**Question: My free energy is almost perfect at 0.2 eV smearing. Have I found the right width?**

I am testing how wide the Gaussian smearing may be for a strained AlNi cell on a fairly coarse k mesh. All errors are taken against one run on a much denser mesh with a width of 0.1 eV.

AlNi, 2 atoms in the cell, space group Cmmm, conventional a = 3.877, b = 3.906, c = 3.099 Å, 11.74 Å³ per atom, fixed atoms. Ansatz 0.2.0, r2SCAN, plane-wave PAW, scalar-relativistic, no spin polarisation, cutoff 500 eV, k mesh 8×8×7, Gaussian smearing. Reference: k mesh 16×16×14, Gaussian width 0.1 eV; "energy" is extrapolated to zero smearing, pressure is positive in compression.

| occupation width (eV) | energy less reference (meV/atom) | free energy less reference (meV/atom) | pressure less reference (GPa) |
| --- | --- | --- | --- |
| 0.01 | 5.91 | 7.05 | 0.075 |
| 0.05 | 5.87 | 6.62 | 0.076 |
| 0.1 | 5.78 | 5.39 | 0.074 |
| 0.2 | 5.41 | 1.13 | 0.131 |
| 0.4 | 4.21 | -14.4 | 0.357 |

The free energy starts 7 meV/atom too high, comes within about 1 meV/atom at 0.2 eV, and then plunges. The energy extrapolated to zero smearing hardly reacts, and the pressure gets worse just where the free energy looks best. Is 0.2 eV a good setting? And could I have estimated these numbers by hand, before running the whole series?

**Answer**

The good value at 0.2 eV is a cancellation of two errors. The coarse mesh puts the free energy too high, smearing pulls it down, and near that width the two happen to meet. The mesh error has to be computed, but the pull of the smearing can be estimated with a pocket calculator from a single property of the metal: how many electron states it has at the Fermi level.

**What smearing does to the electrons**

In a metal some bands cross the Fermi level, the energy up to which states are filled. A k mesh samples these bands at a limited number of points, and a sharp cut between filled and empty would make the result depend on which points happen to fall just below the cut. Smearing softens the cut: states within roughly one width w of the Fermi level become partly occupied. Here w is the occupation width in the table, a numerical aid and not a temperature of the material.

The softening has a price. Some electrons are moved from just below the Fermi level to just above it. Their number is proportional to w, because a wider window contains more states, and each is lifted by an energy that is also proportional to w. The cost therefore grows as w².

Let D be the density of states at the Fermi level, in states per eV and atom with both spins counted. If D is constant across the window, Gaussian smearing gives:

- total energy: raised by D·w²/4
- entropy-like smearing term: subtracts D·w²/2
- free energy, the sum of the two: lowered by D·w²/4

The total energy thus rises by as much as the free energy falls, and their average stays at the value without smearing. That average is the energy at zero smearing, listed in the table as "energy less reference". This is why that column moves by only 1.7 meV/atom over the whole range, while the free energy falls by more than 21.

**The rule**

The rule needs two numbers. The first is D. The dense-mesh reference run gives a smearing term of 2.34 meV/atom at w = 0.1 eV. Setting this equal to D·w²/2 yields D = 2 × 0.00234 / 0.01, or about 0.47 states per eV and atom. A quarter of that is 0.117, so with w in eV:

free-energy drop ≈ 117 meV/atom × w²

The second number is the starting point, the error at negligible smearing. I take it from the narrowest row, 7.05 meV/atom. Most of it is the mesh error of 5.9 meV/atom seen in the energy column. The remainder of just over 1 meV/atom arises because the reference free energy is itself lowered by its own 0.1 eV smearing.

**Two rows worked by hand**

For w = 0.2 eV, w² is 0.04 and the drop is 117 × 0.04 = 4.7 meV/atom. The estimated error is 7.05 − 4.7 = 2.4 meV/atom, where the table has 1.1. The estimate is about 1.2 meV/atom too high, but it does show that most of the mesh error has been cancelled.

For w = 0.4 eV the width has doubled, so the drop is four times as large: 117 × 0.16 = 18.7 meV/atom. The estimate is 7.05 − 18.7 = −11.7 meV/atom, against −14.4 in the table. Neither row was used to set up the rule, so both are fair tests of whether one D serves for other widths and for the coarser mesh.

The rule also says where the false optimum lies. The drop equals the starting error when w² = 7.05/117, which gives a width of about 0.25 eV. The table has the change of sign between 0.2 and 0.4 eV. This width has no merit of its own: it depends on the size of the mesh error, and had the mesh error been negative, smearing would only have made it worse.

**How good is the rule?**

In the four rows above the narrowest one, the rule gives between 68 and 87 % of the computed drop. It is always too small, and relatively worst at the narrow widths. In absolute terms the miss grows from 0.1 meV/atom at 0.05 eV to 2.7 at 0.4 eV. Read it as "right to within a third, and the true drop is larger".

Part of the shortfall comes from the mesh. At the same width of 0.1 eV, the smearing term of the coarse mesh corresponds to a D of 0.62, against 0.47 on the dense mesh. A narrow window on a coarse mesh catches only a few levels, and their number need not represent the metal. A wider window takes in more levels and should average out such accidents. The D implied by the coarse-mesh rows does fall as the width grows, down to 0.49 at 0.4 eV.

At the largest width another error takes over. The energy at zero smearing, which the simple picture holds fixed, has by then slipped by 1.7 meV/atom, and this makes up more than half of the miss.

A parabola fitted by least squares to all five free energies has a steeper coefficient, 133 instead of 117 meV/atom per eV², and stays within 0.4 meV/atom of every row. It describes the table better because it has seen the answers. Its coefficient also absorbs the slip just mentioned, so it should not be turned back into a density of states.

**Why the pressure gets worse**

Pressure measures how the free energy changes with volume, so it feels the smearing directly. When a metal expands, its atoms overlap less, its bands become narrower, and the same number of states is packed into a smaller energy range. D is then expected to go up, and with it the lowering of the free energy. In that case smearing rewards expansion, and the computed cell pushes outwards harder than it should.

For a number, one must assume how fast D grows with volume. For free electrons it grows as the power 2/3 of the volume, and for a simple d band as roughly the power 5/3. Taking the power 1 as a round value in between gives a handy result: the extra pressure is the free-energy drop divided by the volume per atom.

At 0.4 eV this is 0.0187 eV / 11.74 Å³ = 0.0016 eV/Å³. One eV/Å³ is about 160 GPa, so the extra pressure is 0.26 GPa. Added to the 0.075 GPa of the narrowest row it makes 0.33 GPa, and the table has 0.36. At 0.2 eV the estimate is equally close, 0.14 against 0.13 GPa. That is better than the rough choice of power deserves, and it does not prove the cause, since the mesh error in the pressure may change with the width as well. At 0.1 eV the expected rise is below 0.02 GPa, and the table shows none.

So at 0.2 eV the free energy looks nearly converged while the pressure error has almost doubled. The small pressure error at narrow widths should not reassure you too much either. Pressure is an average over three directions, and in the narrowest row the separate stresses differ from the reference by −1.1, −0.9 and +2.3 GPa. These errors largely cancel in the average, but they would matter if you let the shape of the cell relax.

**How far the rule carries**

The decisive assumption is that D is flat across the smeared window. For another metal, the drop at a given width scales with its D: twice the states at the Fermi level means twice the drop. If a steep band edge or a sharp peak lies within about one width of the Fermi level, a single D no longer describes the window, and w has to be kept well below the distance to that feature.

The factor 1/4 belongs to Gaussian smearing. With Fermi–Dirac occupations of width kT it becomes π²/6, more than six times as much for the same nominal width. Methfessel–Paxton smearing is built to remove the w² term altogether. A width in eV therefore means little until the type of smearing is named.

**What to do with your series**

Turn the rule around to choose a width. If smearing may lower the free energy by 1 meV/atom, then w² = 1/117 and w is about 0.09 eV. Since the rule underestimates the drop on the coarse mesh, go a little lower, to 0.08 eV. Then refine the k mesh at that fixed width, because the mesh causes the 6 meV/atom that remain in the energy column. If you only compare energies, use the energy at zero smearing, where the w² term is gone: at 0.2 eV it has moved by just 0.5 meV/atom. The pressure still belongs to the free energy and keeps its smearing error.

One thing your table leaves open is why the energy at zero smearing improves at all, from 5.9 to 4.2 meV/atom. For a smooth D the leftover smearing error should grow as w⁴, sixteenfold when the width doubles from 0.2 to 0.4 eV. The observed change grows only 3.4-fold. Wider smearing may really be reducing the mesh error, or structure in D may be adding an error of its own that happens to have the opposite sign. A dense-mesh run at 0.4 eV would tell: if its energy at zero smearing agrees with the reference, the improvement is real, and if it lies lower by 1 to 2 meV/atom, you have found a second cancellation.
